Q: I see satellites on the high-energy side of Kα in highly charged ions. What sizes should I carry in my head?

A: Three sizes cover it. A second hole in the K shell raises the line by roughly 10 eV times the nuclear charge Z, from about 130 eV at Z = 13 to about 207 eV at Z = 20, gaining 11 eV per element. A hole in the 2p subshell that does not take part in the line raises it roughly ten times less, by 10 to 22 eV over the same range, gaining about 1.7 eV per element. With a K spectator the shifts of the two fine-structure lines differ by less than 1 eV, and so do the two L-spectator columns of the table; a spectator in the same subshell as the final hole is a different case, taken up below. These sizes come from Dirac-Fock total-energy differences, without correlation, for ions with 13 electrons.

K-line satellite and hypersatellite shifts for the free atom and ions with configuration [Ne] 3s2 3p1 before the holes are made, computed with Radial Dirac-Fock and Kohn-Sham solver 2, 5. Dirac-Fock ΔSCF with configuration averages, a finite nucleus, first-order frequency-dependent Breit interaction, self-energy and vacuum polarisation, without correlation.

```
species   Z  charge (e)  nuclear rms radius (fm)  shift (K-L2 K) (eV)  shift (K-L3 K) (eV)  shift (K-L2 L3) (eV)  shift (K-L3 L2) (eV)
     Al  13           0                    3.061                129.1                129.3                  9.84                 10.03
    Si+  14           1                    3.122                140.0                140.3                 11.54                 11.78
    P2+  15           2                    3.189                151.0                151.3                 13.24                 13.55
    S3+  16           3                    3.261                162.0                162.4                 14.94                 15.33
   Cl4+  17           4                    3.365                173.1                173.6                 16.63                 17.12
   Ar5+  18           5                    3.427                184.2                184.8                 18.32                 18.93
    K6+  19           6                    3.435                195.3                196.0                 20.01                 20.74
   Ca7+  20           7                    3.478                206.5                207.3                 21.69                 22.56
```

In a heading such as shift (K-L2 L3), K-L2 is the line (a 1s hole filled from 2p1/2; L3 is 2p3/2) and the last label is the spectator hole, present before and after the jump. Spectator K gives a hypersatellite, spectator L a satellite.

Q: The line energy itself grows as Z². Why do the shifts grow almost linearly?

A: Because a shift is a difference of differences. With E the energy of the ion with the named holes, Lx the L subshell of the line and S the spectator,

shift = [E(K,S) − E(Lx,S)] − [E(K) − E(Lx)]

With frozen orbitals a two-hole energy is E(a,b) = E(a) + E(b) + U(a,b), where U is the averaged repulsion of the two holes. The one-hole energies, which carry the Z² terms, cancel, and what remains is

hypersatellite: U(1s,1s) − U(1s,2p)
satellite: U(1s,2p) − U(2p,2p)

Orbitals shrink as 1/Z, so each U is proportional to Z. At fixed electron number, perturbation theory in 1/Z makes this precise: the non-relativistic shift is aZ + b + c/Z + ..., and the slope a is fixed by hydrogenic integrals alone. In hartree (Eh, 27.2 eV) per unit of Z these are 0.6250 for U(1s,1s), 0.2343 for U(1s,2p) with exchange averaged in, and 0.1729 for one 2p1/2 and one 2p3/2 hole. The slopes follow:

(0.6250 − 0.2343) × 27.2 = 10.63 eV
(0.2343 − 0.1729) × 27.2 = 1.67 eV

The table's mean slopes are 11.14 eV for shift (K-L3 K) and 1.69 eV for shift (K-L2 L3), which lie 4.8% and 1.4% above the hydrogenic values. The satellite slope is small because it is the difference of two repulsions of similar size, whereas two 1s holes repel far more strongly than a 1s and a 2p hole.

Q: So I take the hydrogenic slope and subtract a screening constant?

A: For shift (K-L2 L3) that is enough to 0.1 eV. The constant that each row requires, Z minus shift over slope, stays between 7.11 and 7.01. It shouldn't be read as a count of screening electrons: it lumps together the different screening of the two integrals and the relaxation of the whole ion, and the table doesn't separate these.

For the hypersatellite it is not enough. The required constant falls steadily from 0.84 to 0.50, and a single value leaves errors up to 2 eV. The steps of shift (K-L3 K) from element to element never shrink; they go from 11.0 to 11.3 eV. A c/Z term that makes up the extra slope would make the steps shrink, so it bends the wrong way and still misses by 0.4 eV. A term in Z³ bends the right way and brings the largest error to 0.06 eV, against a rounding of 0.05 eV in these columns.

That much the numbers show. That the cubic term is relativistic is argued from its form: the leading correction to a repulsion of size Z·Eh is of relative order (Zα)², with α the fine-structure constant, from the contraction of the 1s orbital and from the Breit interaction. The fitted term equals 0.43 Z(Zα)² Eh, a coefficient of the natural size, and supplies 1.1% of the shift in Al and 2.4% in Ca7+. These are shares of the fitted term, which uses the bare Z and trades against the constant, so they should not be read as the size of the relativistic effect. The cause has not been tested by switching relativity off, and the coefficient is soft: allowing a 1/Z term alongside lowers it from 0.62 to 0.57. On the one-decimal column this gains little (0.06 to 0.04 eV), but the two-decimal outputs of five of the runs are fitted clearly better with both terms, so the lower value is the likelier one.

Q: There are four columns. Do I need four formulas?

A: Two formulas and one splitting are enough. Inserting the definition shows that shift (K-L3 K) − shift (K-L2 K) and shift (K-L3 L2) − shift (K-L2 L3) are both

δ = [E(K,L2) − E(K,L3)] − [E(L2) − E(L3)]

which is the growth of the L2-L3 splitting when a K hole is present. Their agreement within rounding in every row is algebra, not a second piece of evidence. The satellite columns give δ more finely: 0.19 eV in Al and 0.87 eV in Ca7+.

The hydrogenic spin-orbit splitting α²Z⁴Eh/[2n³l(l+1)] becomes α²Eh(Z − σ)⁴/32 for a 2p electron screened by σ, with α²Eh/32 = 4.53×10⁻⁵ eV. Removing a 1s electron uncovers about one unit of charge, so δ is the difference of two fourth powers. The whole rule, in eV, is

shift (K-L3 K) = 10.63 (Z − 0.96) + 0.62 (Z/10)³
shift (K-L2 L3) = 1.67 (Z − 7.05)
δ = 4.53×10⁻⁵ [(Z − 2.6)⁴ − (Z − 3.6)⁴]
shift (K-L2 K) = shift (K-L3 K) − δ
shift (K-L3 L2) = shift (K-L2 L3) + δ

The slopes and the prefactor are theory; 0.96, 0.62, 7.05 and σ = 3.6 were fitted to all eight rows. The uncovered charge of one unit is an assumption: 0.85 with σ = 2.67 fits equally well, so neither number is determined by the table.

Q: Can you work it for Ar5+ and for neutral Al?

A: For Ar5+, Z = 18. The linear part is 10.63 × 17.04 = 181.135 and the cubic part 0.62 × 1.8³ = 3.616, so shift (K-L3 K) is 184.75 eV (table 184.8). The splitting is 4.53×10⁻⁵ × (15.4⁴ − 14.4⁴) = 4.53×10⁻⁵ × (56245 − 42998) = 0.60 eV, which gives 184.15 eV for K-L2 K (table 184.2). The satellite is 1.67 × 10.95 = 18.29 eV (table 18.32), and adding δ gives 18.89 eV (table 18.93).

For Al, Z = 13. The hypersatellite is 127.99 + 1.36 = 129.35 eV, and δ = 4.53×10⁻⁵ × (11699 − 7807) = 0.18 eV lowers it to 129.17 eV; the table has 129.3 and 129.1. The satellites come out as 1.67 × 5.95 = 9.94 eV and, with δ, 10.11 eV, against 9.84 and 10.03. Both rows were part of the fit, so this shows how the rule is used, not that it predicts.

Q: How good is it over the table, and does it predict at all?

A: The largest errors are 0.08 eV on the hypersatellites, under 0.1% of the shift and close to the rounding, and 0.10 eV on the satellites, which is 1% of the shift in Al, the worst row. The row-by-row errors stand in the output below. The satellite error is systematic: for K-L2 L3 it runs from +0.10 eV in Al to −0.06 eV in Ca7+, far above the rounding of 0.005 eV. Here the next term of the expansion helps: 1.67 Z − 11.40 − 6.11/Z reproduces that column within rounding.

As a test of extrapolation, the constants were refitted to Al through S3+ only and carried to Ca7+; the form of the formulas had been chosen with all eight rows in view, so this tests the constants and not the choice of terms. The hypersatellite formula then misses by +0.08 eV, while a free straight line, which has as many constants, misses by −0.81 eV. The one-constant satellite formula misses by −0.12 eV, and by +0.01 eV with the 1/Z term. For the next ions of the sequence the rule implies hypersatellite steps creeping on past 11.3 eV, K-L2 L3 steps near 1.67 eV, and δ rising somewhat faster than Z³. Four elements of extrapolation have been tested; further out, higher powers of Zα enter and the cubic term cannot be relied on.

Q: Does the L-spectator formula hold when the spectator sits in the same subshell as the final hole?

A: No. The average repulsion of two 2p holes is F0 − xF2, with F0 and F2 the monopole and quadrupole Slater integrals, and the fraction x is 1/10 for L2L3, 1/15 for L3L3 and 0 for L2L2. The same calculation gives 7.77 eV for K-L2 with an L2 spectator and 9.18 eV for K-L3 with an L3 spectator in Al, so the four L-spectator shifts span 2.26 eV there and 4.17 eV in Ca7+. The K-L2 L3 formula applied to K-L2 L2 overshoots by 2 to 3 eV. In the combination 9.84 + 10.03 − 7.77 − 9.18 = 2.92 eV the δ terms cancel and (2/15)F2 remains, if relaxation cancels too. This implies F2 ≈ 22 eV in Al, and over five ions it rises by 2.49 eV per element against a hydrogenic 2.39, which supports exchange as the main cause.

Q: Can I then put these numbers on my peaks?

A: Only as centres of groups. Each two-hole energy is an average over J, and two-hole states of light elements are close to LS coupling. The 3P, 1D and 1S terms of two 2p holes span 0.6 F2, of order 10 eV in Al, as large as the shift itself. After a hypersatellite jump the 1s and 2p holes form a singlet and a triplet several eV apart in Al and further apart in the heavier ions, much more than δ, and the triplet branch, which corresponds to K-L3 K, is spin-forbidden in that limit and weak at low Z. The rule's accuracy of 0.1 eV is accuracy against these uncorrelated averages, not against a spectrum.

Q: My other target is metallic calcium. May I use Z = 20?

A: Not with these constants. Along the table Z and the charge rise together at 13 electrons, and the last row is Ca7+. Theory ties the slopes to the K and L shells alone, since outer electrons drop out of the first-order difference, but they take part in the relaxation hidden in 0.96 and 7.05. How far those two constants move when the M and N shells fill at fixed Z, and whether the 7.05, on which a small satellite shift depends so strongly, is a property of the neon core or of the whole ion, is the question this sequence cannot settle.

Output of the analysis:

```
U(1s1s), U(1s2p), U(L2L3) in Eh per Z: 0.6250 0.2343 0.1729
hydrogenic slopes eV/Z: hypersatellite 10.63, L2L3 1.67, L2L2 1.43, L3L3 1.59
K-L2 K: slope 11.057 eV/Z (+4.0% vs hydrogenic); steps 10.90 11.00 11.00 11.10 11.10 11.10 11.20
K-L3 K: slope 11.143 eV/Z (+4.8% vs hydrogenic); steps 11.00 11.00 11.10 11.20 11.20 11.20 11.30
K-L2 L3: slope 1.693 eV/Z (+1.4% vs hydrogenic); steps 1.70 1.70 1.70 1.69 1.69 1.69 1.68
K-L3 L2: slope 1.790 eV/Z (+7.2% vs hydrogenic); steps 1.75 1.77 1.78 1.79 1.81 1.81 1.82
rounding of table: 0.05 eV (K spectator), 0.005 eV (L spectator), 0.01 eV (delta)
Z - shift/slope, K-L3 K : 0.84 0.80 0.77 0.72 0.67 0.62 0.56 0.50
Z - shift/slope, K-L2 L3: 7.11 7.09 7.07 7.05 7.04 7.03 7.02 7.01
K-L3 K, hydrogenic + b: -7.27; max err 1.970; Ca7+ from first 4 rows -3.01 eV
K-L3 K, hydrogenic + b + c(Z/10)^3: -10.23 0.62; max err 0.060; Ca7+ from first 4 rows +0.08 eV
K-L3 K, hydrogenic + b + c/Z: 0.88 -131.83; max err 0.412; Ca7+ from first 4 rows -1.41 eV
K-L3 K, free line b + aZ: -15.77 11.15; max err 0.183; Ca7+ from first 4 rows -0.81 eV
K-L2 L3, hydrogenic + b: -11.78; max err 0.091; Ca7+ from first 4 rows -0.12 eV
K-L2 L3, hydrogenic + b + c(Z/10)^3: -11.91 0.03; max err 0.022; Ca7+ from first 4 rows +0.12 eV
K-L2 L3, hydrogenic + b + c/Z: -11.40 -6.11; max err 0.003; Ca7+ from first 4 rows +0.01 eV
K-L2 L3, free line b + aZ: -12.16 1.69; max err 0.012; Ca7+ from first 4 rows +0.05 eV
K-L3 K with b, cubic and 1/Z together: -9.20 0.57 -12.37; max err 0.040 eV
delta, K columns (eV): 0.2 0.3 0.3 0.4 0.5 0.6 0.7 0.8
delta, L columns (eV): 0.19 0.24 0.31 0.39 0.49 0.61 0.73 0.87
delta power of Z: 3.59; prefactor alpha^2 Eh/32 = 4.528e-05 eV
delta, screening step 1.0: sigma 3.57, max err 0.012 eV
delta, screening step 0.85: sigma 2.67, max err 0.011 eV
RULE K-L3 K = 10.63(Z-0.96) + 0.62(Z/10)^3; K-L2 L3 = 1.67(Z-7.05); delta sigma 3.6
cubic term = 0.43 Z(Z alpha)^2 Eh; share of K-L3 K 1.1% to 2.4%
rule minus table (eV): K-L2 K, K-L3 K, K-L2 L3, K-L3 L2, delta
Al    +0.07 +0.05 +0.10 +0.08 -0.014
Si+   +0.08 +0.02 +0.07 +0.06 -0.005
P2+   +0.03 +0.04 +0.04 +0.03 -0.004
S3+   +0.03 +0.01 +0.01 +0.01 -0.001
Cl4+  -0.04 -0.05 -0.01 -0.02 -0.003
Ar5+  -0.05 -0.05 -0.03 -0.04 -0.010
K6+   -0.01 +0.02 -0.05 -0.05 -0.001
Ca7+  -0.02 +0.06 -0.06 -0.06 +0.005
max err eV: 0.08 0.06 0.10 0.08 | max %: 0.06 0.04 0.98 0.82 | worst: Si+ Ca7+ Al Al
worked Al: linear 127.99 + cubic 1.36; 4th powers 11699-7807, delta 0.176
   rule 129.17 129.35 9.94 10.11 | table 129.10 129.30 9.84 10.03
worked Ar5+: linear 181.14 + cubic 3.62; 4th powers 56245-42998, delta 0.600
   rule 184.15 184.75 18.29 18.89 | table 184.20 184.80 18.32 18.93
slopes eV/Z: K-L2 L2 1.517 (+6.0%), K-L3 L3 1.634 (+2.7%)
spread of four L-spectator shifts, Z 13 15 17 19 20 (eV): 2.26 2.78 3.32 3.89 4.17
inferred F2(2p2p) eV: 21.9 26.8 31.7 36.8 39.3 ; slope 2.49 vs hydrogenic 2.39 eV/Z
rule with F2 fraction ignored, error on K-L2 L2 (eV): 2.17 2.51 2.82 3.11 3.24
```
